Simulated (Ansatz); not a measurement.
Ligand exchange: GeH2(CH3)Br + C5H7N → GeH2(CH3)2 + C4H4BrN

Gas-phase species: GeH2(CH3)Br, singlet; C5H7N (2-methyl-1H-pyrrole) `Cc1ccc[nH]1`, singlet; GeH2(CH3)2, singlet; C4H4BrN `Brc1ccc[nH]1`, singlet. The partners trade Br for CH3: Ge–Br and C–CH3 bonds give way to Ge–CH3 and C–Br.

Shapes, held fixed at every level: PBE0-D4/def2-TZVP. Programs: Ansatz 0.2.0. The zero-point and thermal change to 298 K, harmonic and unscaled (PBE0-D4/def2-TZVP), is -5.0 kJ/mol.

| level | kind | ΔH(298 K) (kJ/mol) | less CCSD(T)/def2-TZVPP |
| --- | --- | --- | --- |
| PBE-D4/def2-TZVPP | GGA | +120.9 | +0.9 |
| BHLYP-D4/def2-TZVPP | global hybrid | +137.3 | +17.3 |
| PBE0-D4/def2-TZVPP | global hybrid | +128.3 | +8.3 |
| wB97X-V/def2-TZVPP | range-separated hybrid | +127.4 | +7.4 |
| MP2/def2-SVP | perturbation theory | +133.5 | +13.5 |
| CCSD/def2-SVP | coupled cluster or CI | +138.5 | +18.5 |
| CCSD(T)/def2-TZVPP | coupled cluster or CI | +120.0 | 0.0 |

The highest level, CCSD(T)/def2-TZVPP, gives ΔH(298 K) = +120.0 kJ/mol; the levels span +120.0 to +138.5. The column of differences is taken from that level and isn't an error. No measured value is set beside it here. Relativity is left out for Br, Ge. Outer-core shells of Br, Ge are correlated, in sets that cover them unevenly.

The exchange is strongly endothermic at every level, so bromine favours germanium and methyl favours the pyrrole carbon. The main reason is bond polarity: germanium is more electropositive than carbon, and its bond to bromine gains ionic stabilisation that the less polar C–Br bond largely lacks. Methyl adds to the preference, since the compact orbitals of two carbon atoms overlap better than those of carbon with the larger, more diffuse germanium valence shell. With two molecules on each side, the entropy change is probably small, which suggests that equilibrium also favours the starting pair.

Among PBE, PBE0 and BHLYP, the enthalpy rises from +120.9 through +128.3 to +137.3 kJ/mol, probably reflecting in part the growing share of exact exchange. PBE's closeness to CCSD(T) in this one reaction may come from cancelling errors and doesn't establish it as the better functional for such exchanges. The gap between CCSD and CCSD(T) can't be assigned to triple excitations alone, because the basis set changes as well.
